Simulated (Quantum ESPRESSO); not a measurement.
# Softening of the zone-centre optical phonon of zinc-blende BAs with added electrons at fixed lattice, LDA linear response

I have to decide whether the optical phonon frequency of undoped BAs can be reused for heavily n-doped material, or whether it needs a correction for the carriers. The answer matters for reading a Raman line as a gauge of electron density, and for phonon models of a semiconductor valued for its heat conduction. The calculation gives the highest zone-centre mode at five electron densities, from none to about 2.2 × 10²¹ cm⁻³, in one cell held at its undoped size. Each shift is measured against the undoped mode at 702.28 cm⁻¹, and a negative shift means softening. The macroscopic electric field is left out, so this is the transverse frequency, threefold degenerate in every row.

## How the numbers were made

One crystal, BAs (zinc-blende) (known phase), relaxed once without doping and held; electrons were added against a uniform positive background. Program: Quantum ESPRESSO 7.5, plane waves, LDA, GBRV ultrasoft potentials, scalar-relativistic, no spin-orbit coupling, no spin; linear response at the zone centre. Plane-wave runs: cutoff 680 eV; k meshes with a least product of divisions and cell-vector length from 67 to 68 Å; gaussian smearing of 0.109 eV.

Notes on method and selection:

- Harmonic values at the static lattice; measured values carry thermal expansion and anharmonic shifts at their temperature.
- The response is adiabatic: the carriers follow the atoms at once, which overstates screening at the zone centre where carriers scatter slowly. Dopant atoms, the change of lattice constant and plasmon coupling are left out.
- Small carrier pockets are sampled coarsely even on this mesh, so shifts of a few tenths of a cm⁻¹ are noise.
- Runs that did not converge, have known faults or may not be shown are not listed, and runs on Ansatz's PAW sets soft_1 and soft_2 are kept to separate tables.

Columns:

- electron density (10²¹ cm⁻³): density of added electrons.
- added electrons (e): electrons added per primitive cell.
- mode shift (cm⁻¹): shift of the highest zone-centre mode from the cell without added electrons.
- highest mode (cm⁻¹): highest zone-centre mode, static response, no sum rule.
- added pressure (GPa): pressure that the added electrons bring at fixed cell, compression positive.

Input lines of one member:

```
phonons
&INPUTPH
  prefix       = 'x'
  outdir       = './tmp'
  fildyn       = 's.dyn'
  tr2_ph       = 1.0d-18
  alpha_mix(1) = 0.4
  nmix_ph      = 8
/
0.000000000000 0.000000000000 0.000000000000
```

Command (options for logging and memory left out): `OMP_NUM_THREADS=1 mpirun -n 8 ph.x -nk 8 -in ph.in > ph.out`

## Numbers

| member | electron density (10²¹ cm⁻³) | added electrons (e) | mode shift (cm⁻¹) | highest mode (cm⁻¹) | added pressure (GPa) |
| --- | --- | --- | --- | --- | --- |
| 0 e | 0.000 | 0.00 | 0.00 | 702.28 | 0.00 |
| 0.01 e | 0.374 | 0.01 | −3.22 | 699.06 | 0.77 |
| 0.02 e | 0.748 | 0.02 | −6.66 | 695.62 | 1.54 |
| 0.04 e | 1.496 | 0.04 | −12.95 | 689.33 | 3.09 |
| 0.06 e | 2.244 | 0.06 | −18.47 | 683.81 | 4.65 |

Least-squares fits to the whole series, with x = electron density (10²¹ cm⁻³); R² and errors in the fitted variable (y, or ln y where the fit is in ln y):

| y | members | fit | R² | rms residual | leave-one-out rms | the same for the mean of the others |
| --- | --- | --- | --- | --- | --- | --- |
| mode shift (cm⁻¹) | 5 | y = −0.2157 − 8.273 x | 1.00 | 0.26 | 0.57 | 8.3 |
| highest mode (cm⁻¹) | 5 | y = 702.06 − 8.2726 x | 1.00 | 0.26 | 0.57 | 8.3 |

## Why the values move as they do

The mode softens at every step, by 18.47 cm⁻¹ at the highest density, which is 18.47 / 702.28 = 2.6 % of the undoped frequency. The least-squares line through zero falls by (0.374 × 3.22 + 0.748 × 6.66 + 1.496 × 12.95 + 2.244 × 18.47) / (0.374 × 0.374 + 0.748 × 0.748 + 1.496 × 1.496 + 2.244 × 2.244) = 8.4 cm⁻¹ per 10²¹ cm⁻³. It reproduces the five shifts with a typical miss of 0.3 cm⁻¹, against a scatter of 6.7 cm⁻¹ about their mean. To that accuracy the shift is linear in the density.

The bond length is fixed, so the cause must lie in the electrons themselves. They enter pockets of the conduction band on the lines from Γ to X. If $u$ is the displacement of B against As, $\mu$ their reduced mass, $N$ the number of added electrons per cell and $\varepsilon$ the mean energy of the occupied pocket states, then

$$\Delta\omega \approx \frac{N}{2\mu\omega}\,\frac{\partial^2\varepsilon}{\partial u^2}.$$

Each electron adds its own small curvature to the restoring force, which gives a shift proportional to $N$. Mixing with higher conduction bands pushes the pocket states down as the atoms move, while mixing with the valence bands pushes them up. The direct second-order change of the potential adds a further part. If this curvature term dominates, the computed softening means that its net sign is negative.

The other candidate is a pocket energy that changes in first order with $u$, so that electrons flow between states as the atoms move. Crystal symmetry together with time reversal forbids this term on the Γ–X lines, leaving only a part that grows with distance from them. With a constant coupling and a sharp Fermi surface it would grow as the cube root of the density, by a factor of about 1.8 for a sixfold density. The computed shift grows by 18.47 / 3.22 = 5.74. That speaks against a constant coupling, though smearing would weaken the cube-root law at low filling. The ratio does not exclude the part away from the lines: its coupling rises as the pockets fill, so it too can grow roughly in proportion to the density.

## Departures from the trend

Largest departures from the fit to the whole series:

| member | mode shift (cm⁻¹) | fit | computed − fit | in rms residuals |
| --- | --- | --- | --- | --- |
| 0.04 e | −12.95 | −12.59 | −0.36 | 1.4 |
| 0.06 e | −18.47 | −18.78 | +0.31 | 1.2 |
| 0.02 e | −6.66 | −6.40 | −0.26 | 1.0 |
| 0 e | 0.00 | −0.22 | +0.22 | 0.8 |

The largest departures from the fitted line are −0.36 cm⁻¹ at 0.04 e and +0.31 cm⁻¹ at 0.06 e, followed by −0.26 cm⁻¹ at 0.02 e. All three are of the size expected from coarse sampling of small carrier pockets, and I give them no chemical cause. The +0.22 cm⁻¹ of the undoped row has a different origin: its shift is zero by definition, and the fit was not forced through zero.

The order of the departures still deserves a note. Three equal steps of 0.02 e lower the mode by 6.66, then 12.95 − 6.66 = 6.29, then 18.47 − 12.95 = 5.52 cm⁻¹. The first and last differ by 6.66 − 5.52 = 1.14 cm⁻¹, roughly twice what errors of 0.3 cm⁻¹ in each doped row would produce. That hints at a flattening towards high density without establishing it. Repeating the doped rows on a denser k mesh would be the direct check.

## Worked examples

**May I keep the undoped frequency at 10²⁰ electrons per cm³?**

This density lies between the first two rows. The slope gives 8.4 × 0.1 = 0.84 cm⁻¹ of softening, and 0.84 / 702.28 = 0.12 %. For a phonon model I would keep the undoped value. As a gauge of carrier density the shift is too small here, being only a few times the numerical noise.

**Which density softens the mode by 10 cm⁻¹?**

The target lies between 0.02 e and 0.04 e. The fraction of the interval is (10 − 6.66) / (12.95 − 6.66) = 0.53. The density is then 0.748 + 0.53 × (1.496 − 0.748) = 1.14, in 10²¹ cm⁻³. The straight rule gives 10 / 8.4 = 1.19. I would quote 1.2 × 10²¹ cm⁻³.

**Would a single doped run have been enough for the slope?**

Yes, if it is made at high density. The 0.06 e run alone gives −18.47 / 2.244 = −8.23 cm⁻¹ per 10²¹ cm⁻³. At 1.496 this predicts −8.23 × 1.496 = −12.31 cm⁻¹, against −12.95 computed. The miss of 12.95 − 12.31 = 0.64 cm⁻¹ is the largest among the other rows. Starting from 0.01 e is riskier, because an error of 0.3 cm⁻¹ there grows sixfold, to 1.8 cm⁻¹, when carried to 0.06 e.

## Summary

Up to about 2.2 × 10²¹ cm⁻³ I would correct the static-lattice frequency by about −8.4 cm⁻¹ per 10²¹ cm⁻³ of electrons. The adiabatic response overstates screening when carriers scatter slowly, but only in the part where electrons flow between states. Symmetry removes that part on the Γ–X lines, but the shifts alone do not tell how much remains away from them, so the size of this error stays open.

A change of lattice constant would add its own shift: expansion softens the mode further, contraction stiffens it. I do not convert the added pressure of up to 4.65 GPa into an expansion, because the pressure of a charged cell depends on the chosen zero of the average potential. Dopant atoms and plasmon coupling are also absent, and their effect has no general sign.

The slope should not be carried over to p-type BAs. Holes sit at the valence-band top at Γ, where the first-order coupling to this mode is allowed.

[Logs are printed without paths, hosts, clocks, repeated set-up lines and the standing remarks that a program may print on its own settings, such as how far it seeks lower states.]
